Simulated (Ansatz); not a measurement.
**Ligand exchange: C2H7FSi2 + C2H2BrF → C2H8Si2 + C2HBrF2**

Gas-phase species: C2H7FSi2 `C=C[SiH2][SiH2]F`, singlet; C2H2BrF `C=C(F)Br`, singlet; C2H8Si2 `C=C[SiH2][SiH3]`, singlet; C2HBrF2 `F/C=C(\F)Br`, singlet. The partners trade F for H: Si–F and C–H bonds give way to Si–H and C–F.

Shapes, held fixed at every level: PBE0-D4/def2-TZVP. Flexible molecules stand in one conformer, not always the lowest. Programs: Ansatz 0.2.0. Electronic energies: no zero-point or thermal term.

**Question.** Estimate ΔE of this reaction.

**Answer.** The highest level, CCSD(T)/def2-TZVPP, gives ΔE = +221.3 kJ/mol; the levels span +202.5 to +230.9. The column of differences is taken from that level and isn't an error. No measured value is set beside it here. Relativity is left out for Br. Outer-core shells of Br are correlated, in sets that cover them unevenly.

| level | kind | ΔE (kJ/mol) | less CCSD(T)/def2-TZVPP |
| --- | --- | --- | --- |
| HF/def2-TZVPP | Hartree–Fock | +230.9 | +9.6 |
| PBE-D4/def2-TZVPP | GGA | +202.5 | -18.8 |
| r2SCAN-D4/def2-TZVPP | meta-GGA | +216.5 | -4.8 |
| B3LYP-D4/def2-TZVPP | global hybrid | +217.6 | -3.7 |
| wB97X-V/def2-TZVPP | range-separated hybrid | +215.2 | -6.1 |
| CCSD/def2-TZVPP | coupled cluster or CI | +223.8 | +2.5 |
| CCSD(T)/def2-TZVPP | coupled cluster or CI | +221.3 | 0.0 |

Fluorine strongly prefers silicon to carbon here: every level makes the exchange steeply endothermic, and the spread between methods is small beside the reaction energy itself. The Si–F bond owes its strength to the large electronegativity difference, which gives it a strongly polar character, helped by donation from fluorine lone pairs into σ* orbitals on silicon. Hydrogen has the opposite preference, since C–H bonds are stronger than Si–H bonds, so both halves of the swap oppose the reaction. The new fluorine also joins the CH2 end of the alkene, so the product gains no geminal CF2 stabilisation.

Correlation lowers the Hartree–Fock value only modestly, and the triples change CCSD by just 2.5 kJ/mol. PBE stands apart at +202.5 kJ/mol, perhaps because it overbinds the fluoroalkene product relative to the fluorosilane. Exact exchange alone doesn't order the functionals, as r2SCAN lies closer to CCSD(T) than wB97X-V does. A single exchange energy can't apportion the cost between the fluorine and hydrogen bonds.
